## Results and discussion

Taking an ionisation energy as the difference between cation and neutral costs two self-consistent calculations. Reading it from the neutral's highest occupied orbital (HOMO) costs one. With an ordinary hybrid functional, the second calculation corrects an error of about 2 eV here. The next step up is far dearer: the work of CCSD(T), a coupled-cluster treatment of electron correlation, grows with roughly the seventh power of molecular size, so doubling the molecule multiplies it by about 128.

Vertical ionisation of gas-phase C2H9NO2Zr, C[O][Zr]([CH3])([NH2])[OH], with Ansatz 0.2.0 at the levels listed: energy of the unrestricted cation less that of the neutral, both at the neutral's PBE0-D4/def2-TZVP geometry. Zr has a def2 core potential. The def2-limit row is extrapolated from def2-TZVPP and def2-QZVPP.

```
               level  exact exchange, long range (%)  ionisation energy (eV)  -HOMO of the neutral (eV)  cation <S^2>
   PBE-D4/def2-TZVPP                               0                    8.29                       5.49         0.756
r2SCAN-D4/def2-TZVPP                               0                    8.41                       5.75         0.764
 B3LYP-D4/def2-TZVPP                              20                    8.69                       6.58         0.767
  PBE0-D4/def2-TZVPP                              25                    8.69                       6.82         0.772
  wB97X-V/def2-TZVPP                             100                    8.98                       9.26         0.755
  wB97M-V/def2-TZVPP                             100                    9.01                       9.15         0.756
       HF/def2-QZVPP                             100                    7.87                        n/a         0.759
       HF/def2-TZVPP                             100                    7.86                        n/a         0.759
       HF/def2-limit                             100                    7.87                        n/a           n/a
```

### The energy difference or the HOMO

For the semilocal functionals and global hybrids, the method of reading the ionisation energy matters more than the choice of functional for the energy difference. Across the six functionals, the energy differences spread over 0.7 eV, but the values of −HOMO over 3.8 eV. PBE0 shows the problem well: its energy difference is 8.69 eV, its −HOMO only 6.82 eV. Both numbers come from the same functional at the same geometry.

The cause is known from theory. Imagine the electron being removed in small fractions. In an exact treatment the energy follows a straight line from neutral to cation, and the HOMO gives its slope at the neutral end. In an approximate functional the electron partly repels itself, and the energy curve sags below that line. The slope at the neutral end then makes the electron look too easy to remove, whereas the energy difference uses only the two end points and escapes this sag.

Exact exchange cancels the self-repulsion. PBE0 is PBE with a quarter of its exchange replaced by the exact form, and this lowers the gap between energy difference and −HOMO from 2.80 to 1.87 eV, a drop of 0.93 eV. If each further quarter did the same, full exact exchange would give 2.80 − 4 × 0.93 = −0.92 eV. The HOMO should therefore change from too high to too low on the way.

Two rows that did not enter this line bear out the change of sign. In wB97X-V, which has full exact exchange only at long range, the gap is −0.28 eV. In Hartree-Fock, which has it at every distance, the gap is −2.13 eV, more than twice the estimate. The straight line thus gives the direction of the error. It misses the size. Hartree-Fock lacks PBE's correlation, but that lowers both of its numbers and largely cancels in their gap. The likelier reason is that the hole changes shape along the series: a hole that is more confined in Hartree-Fock than in PBE or PBE0 lets the remaining electrons relax more around it. For a related molecule, a semilocal functional, or a global hybrid with no more than about a quarter of exact exchange, should again place the HOMO too high.

### Why full exact exchange is not enough

Hartree-Fock and wB97X-V both carry the entry 100 % in the table, yet their ionisation energies are 7.86 and 8.98 eV. The percentage describes only the exchange at long range. Hartree-Fock also leaves out correlation, by which electrons avoid each other. The neutral has one electron more and therefore more correlation energy to lose, so leaving it out makes ionisation look too cheap.

CCSD(T), built on the same Hartree-Fock orbitals and in the same basis, puts a rough size on this effect: it raises the value by 1.23 eV, a net figure that also includes its repair of the cation's starting orbitals. A larger basis is no cure, since it moves the Hartree-Fock result by only 0.01 eV. The Hartree-Fock HOMO errs the other way, with −HOMO at 9.99 eV, because it ignores how the remaining electrons rearrange around the hole. Neither Hartree-Fock number is a good choice for this molecule.

### How far the functionals can be trusted

The best available yardstick is the CCSD(T) estimate for a complete basis, 9.28 eV. It adds to triple-zeta CCSD(T) a basis step taken from Hartree-Fock and MP2, a cheaper treatment of correlation; MP2 lies 0.31 eV above CCSD(T) in the triple-zeta basis, so the step may be somewhat too large. Against it, the energy difference is too low by 0.99 eV with PBE, 0.59 eV with PBE0 and 0.30 eV with wB97X-V. A likely reason for the low PBE value is that self-repulsion also favours a hole spread over several groups, which makes the cation too stable. Such groups are at hand: zirconium(IV) has no d electrons to give, so the electron must come from the ligands and their bonds to the metal.

The yardstick itself has a weak point. The correlated treatment of the cation contains one very large correction to its Hartree-Fock starting orbitals, and its T1 diagnostic, a warning sign for a poor starting point, is 0.05 against 0.016 in the neutral. The hole may therefore sit in a different orbital from the one that a functional chooses, and the functionals need not share one. Every ⟨S²⟩ is close to the ideal 0.75, but the order is telling. For one and the same hole, ⟨S²⟩ normally grows with the share of exact exchange; here it climbs from 0.756 in PBE to 0.772 in PBE0, above both the 0.759 of Hartree-Fock and the 0.755 of wB97X-V. This suggests, without proving it, that the hole in the global hybrids differs in shape from the hole in Hartree-Fock and in the range-separated hybrids.

The spacing of the orbitals shows what is at stake. In PBE0 the next level lies only 0.40 eV below the HOMO. If the yardstick belonged to a state higher by about that much, the proper reference would be lower by the same amount, near 8.9 eV. This is only a rough guide: an orbital spacing is not a spacing of relaxed cation states, and with no symmetry to keep the states apart the large correction may already turn the hole towards the lower one. PBE would still be clearly too low, but PBE0 and wB97X-V would then both lie within about 0.2 eV of the reference. The advantage of the range-separated hybrid for the energy difference is thus probable rather than settled; its advantage for the HOMO does not depend on the yardstick.

### Choosing a level for a purpose

For a rough screening, where an error near 1 eV is tolerable, a PBE energy difference is enough, and it avoids the cost of exact exchange. r2SCAN improves on it by only 0.12 eV. The HOMO of either functional should not be used as an ionisation energy, even for screening.

For a tolerance of a few tenths of an eV, an energy difference with wB97X-V or wB97M-V is the sensible first choice. The two differ by 0.03 eV, so either will do. B3LYP and PBE0 agree with each other to the printed digits, but this agreement is no evidence of accuracy, since both lie 0.59 eV below the yardstick. If only one calculation per molecule can be afforded, the HOMO of a range-separated hybrid is the best shortcut in this table, within 0.3 eV of its own energy difference here. The match is not general: the range parameter is fixed, and in small molecules with a compact hole −HOMO can fall well short, so it should be checked against an energy difference on a few members of the series.

For an accuracy of 1 kcal/mol, about 0.04 eV, no level used here is secure. The basis step alone, from triple-zeta CCSD(T) to the complete-basis estimate, is 0.19 eV. Running CCSD(T) directly in the quadruple-zeta basis would cost about 15 times as much as in the triple-zeta one, judged by the fourth power of the number of empty orbitals. Before that money is spent, the cheaper task is to find out which orbital holds the hole in each cation, because a larger basis can't repair a comparison between different states. The differences and scaling factors used here are printed below.

Numerical output:

```
Differences in eV:
                   row  IE less -HOMO  IE less CCSD(T) TZVPP  IE less CCSD(T) limit
     PBE-D4/def2-TZVPP            2.8                -0.7978                -0.9863
  r2SCAN-D4/def2-TZVPP           2.66                -0.6778                -0.8663
   B3LYP-D4/def2-TZVPP           2.11                -0.3978                -0.5863
    PBE0-D4/def2-TZVPP           1.87                -0.3978                -0.5863
    wB97X-V/def2-TZVPP          -0.28                -0.1078                -0.2963
    wB97M-V/def2-TZVPP          -0.14               -0.07785                -0.2663
         HF/def2-QZVPP            n/a                 -1.218                 -1.406
         HF/def2-TZVPP            n/a                 -1.228                 -1.416
         HF/def2-limit            n/a                 -1.218                 -1.406
Spread of the energy difference over six functionals (eV): 0.72
Spread of -HOMO over six functionals (eV): 3.77
Step PBE to r2SCAN in ionisation energy (eV): 0.12
Step PBE to PBE0 in ionisation energy (eV): 0.4
Step PBE0 to wB97X-V in ionisation energy (eV): 0.29
Step PBE0 to wB97X-V in -HOMO (eV): 2.44
Step wB97X-V to wB97M-V in ionisation energy (eV): 0.03
D4 part of the B3LYP ionisation energy (eV): 0.04359
D4 part of the PBE0 ionisation energy (eV): 0.02423
Hartree-Fock step from TZVPP to QZVPP (eV): 0.01
Hartree-Fock -HOMO, Koopmans value, TZVPP (eV): 9.988
Orbital relaxation in Hartree-Fock, Koopmans less energy difference (eV): 2.128
MP2 ionisation energy, TZVPP (eV): 9.396
CCSD ionisation energy, TZVPP (eV): 9.103
CCSD(T) ionisation energy, TZVPP (eV): 9.088
CCSD(T) ionisation energy, basis limit estimate (eV): 9.276
Correlation part, CCSD(T) less Hartree-Fock, TZVPP (eV): 1.228
MP2 less CCSD(T), TZVPP (eV): 0.3079
CCSD(T) step from TZVPP to the limit estimate (eV): 0.1884
Koopmans value less CCSD(T) limit estimate (eV): 0.7119
HOMO to next lower level, PBE0 (eV): 0.4043
HOMO to next lower level, wB97X-V (eV): 0.4144
One kcal/mol in eV: 0.04336
CCSD(T) cost factor TZVPP to QZVPP, fourth power of the empty orbitals: 14.99
CCSD(T) cost factor for a molecule twice as large, seventh power: 128
```
